\section*{Plating-front instability: dropping the Nernstian assumption}

\textbf{Setting.} $\mathrm{Zn(OH)_4^{2-}}+2e^-\to\mathrm{Zn}+4\,\mathrm{OH^-}$, $n=2$, excess KOH, uniform metal potential. Zincate diffuses quasi-steadily across a layer $\delta$ from bulk $c_b$ to surface $c_s$:
\begin{equation}
g=\frac{c_b-c_s}{\delta},\quad i=nFDg,\quad i_L=\frac{nFDc_b}{\delta},\quad V=V_mDg .
\end{equation}
Displace the front by $\zeta=\epsilon e^{st}\cos kx$. Curvature $\kappa=k^2\zeta$, positive on a crest. For $k\delta\gg1$, $c=c_s+gz+A\zeta e^{-kz}$, so on the front
\begin{equation}
\delta c=(g+A)\zeta,\qquad \delta i=-nFDkA\zeta,\qquad s\zeta=V_m\,\delta i/nF .
\end{equation}

\textbf{Where the assumption enters.} One more condition fixes $A$. Local equilibrium gives $\delta c=c_sG\kappa$, $G=\gamma V_m/RT$ ($\gamma$ isotropic), hence $s=Vk-DV_mc_sGk^3$, $k_c^2=(i/i_L)/[(1-i/i_L)\delta G]$, fastest mode $k_c/\sqrt3$.

\textbf{Finite kinetics.} Take $\eta>0$ cathodic, measured from bulk equilibrium, $f=F/RT$, $\alpha_c+\alpha_a=n$, first order in zincate. Convention: curvature shifts the equilibrium potential at fixed $i_0$,
\begin{equation}
i=i_0\Big[\frac{c}{c_b}e^{\alpha_c(f\eta-G\kappa/n)}-e^{-\alpha_a(f\eta-G\kappa/n)}\Big]\equiv i_c-i_a .
\end{equation}
Linearise about the flat front:
\begin{equation}
\delta i=i_c\Big[\frac{\delta c}{c_s}-\theta G\kappa\Big],\qquad \theta=1-\frac{\alpha_a}{n}\frac{i}{i_c}.
\end{equation}
Eliminate $A$:
\begin{equation}
s=\frac{Vk-\theta DV_mc_sGk^3}{1+k\ell},\qquad \ell=\frac{nFDc_s}{i_c}=\delta\,\frac{i_L-i}{i_c}.
\end{equation}
The limit $i_0\to\infty$ gives $\theta\to1$, $\ell\to0$. The cutoff becomes $k_\theta=k_c/\sqrt\theta$. With $u=k/k_\theta$, $\Lambda=k_\theta\ell$, one has $s=Vk_\theta(u-u^3)/(1+\Lambda u)$, maximal where
\begin{equation}
1-3u^2-2\Lambda u^3=0 .
\end{equation}

\textbf{First correction} ($\Lambda\ll1$):
\begin{equation}
u_m=\frac1{\sqrt3}-\frac{\Lambda}{9},\qquad s_m=\frac{2Vk_\theta}{3\sqrt3}\Big(1-\frac{\Lambda}{\sqrt3}\Big).
\end{equation}
For $\Lambda\gg1$: $u_m\to(2\Lambda)^{-1/3}$, $s_m\to V/\ell$, a plateau over $1/\ell\ll k\ll k_\theta$ with weak wavelength selection.

\textbf{Size for zinc.} Typical or illustrative inputs: $T=298$ K, $c_b=0.5$ M in 6 M KOH, $D=5\times10^{-6}$ cm$^2$/s, $\delta=100$ $\mu$m, $V_m=9.16$ cm$^3$/mol, $\gamma=0.5$ J/m$^2$, $i_0=100$ mA/cm$^2$, $\alpha_c=0.5$, $\alpha_a=1.5$, $i=i_L/2$. Then $i_L=48$ mA/cm$^2$, $V=11$ nm/s, $G=1.8$ nm. The rate law gives $\eta=15$ mV, $i_c=67$ mA/cm$^2$, so $\theta=0.73$, $\ell=36$ $\mu$m, $\Lambda=99$. The first-order shift $\Lambda/9=11$ exceeds $1/\sqrt3$: the expansion fails, and the cubic gives $u_m=0.17$.

\begin{center}
\begin{tabular}{lcc}
model values & Nernstian & finite $i_0$\\ \hline
cutoff wavelength ($\mu$m) & 2.7 & 2.3\\
fastest wavelength ($\mu$m) & 4.7 & 14\\
$1/s_m$ (min) & 1.6 & 58\\
deposit per e-fold, $V/s_m$ ($\mu$m) & 1.1 & 40
\end{tabular}
\end{center}

The cutoff barely moves; the growth rate falls by a factor 35. Still $k_m\delta=45\gg1$. Nernstian behaviour needs $i_c\gg(i_L-i)k_c\delta=5.6$ A/cm$^2$. A smaller $i_0$ matters less: $i_c\ge i$ bounds $\ell$ by $\delta(i_L-i)/i=100$ $\mu$m.

\textbf{Approach to $i_L$.} Now $i_a\to0$, $\theta\to\alpha_c/n$: the cutoff wavelength still shrinks to zero. Also $\Lambda^2\to(n/\alpha_c)(\delta/G)(1-i/i_L)$, so $\Lambda<1$ only for $1-i/i_L<5\times10^{-6}$, where $\ell<0.5$ nm and the continuum picture has ended.

\textbf{Neglected fields.} Solution potential and hydroxide excess are harmonic, with fluxes proportional to the current. Each multiplies $\delta c/c_s$ by $1+\rho$, which divides $\ell$ and $G$ in $s(k)$ by $1+\rho$. Ohmic drop: $\rho=n\theta f(i/\sigma)c_s/g=0.02$ for $\sigma\approx0.6$ S/cm. Hydroxide, with fourth power in the Nernst quotient, four ions released and migration ignored: $\rho\lesssim16(D/D_{\rm KOH})c_s/c_{\rm KOH}=0.17$ for $D_{\rm KOH}\approx2\times10^{-5}$ cm$^2$/s. Neither rivals the factor 35.

\textbf{Against typical behaviour.} The table is the model's. At such low overpotentials zinc from zincate typically grows mossy, with filaments of order 0.1 $\mu$m. The model's 14 $\mu$m overshoots that scale by about two orders of magnitude. Such filaments lie below the cutoff and are outside this isotropic model, which omits nucleation and faceted growth.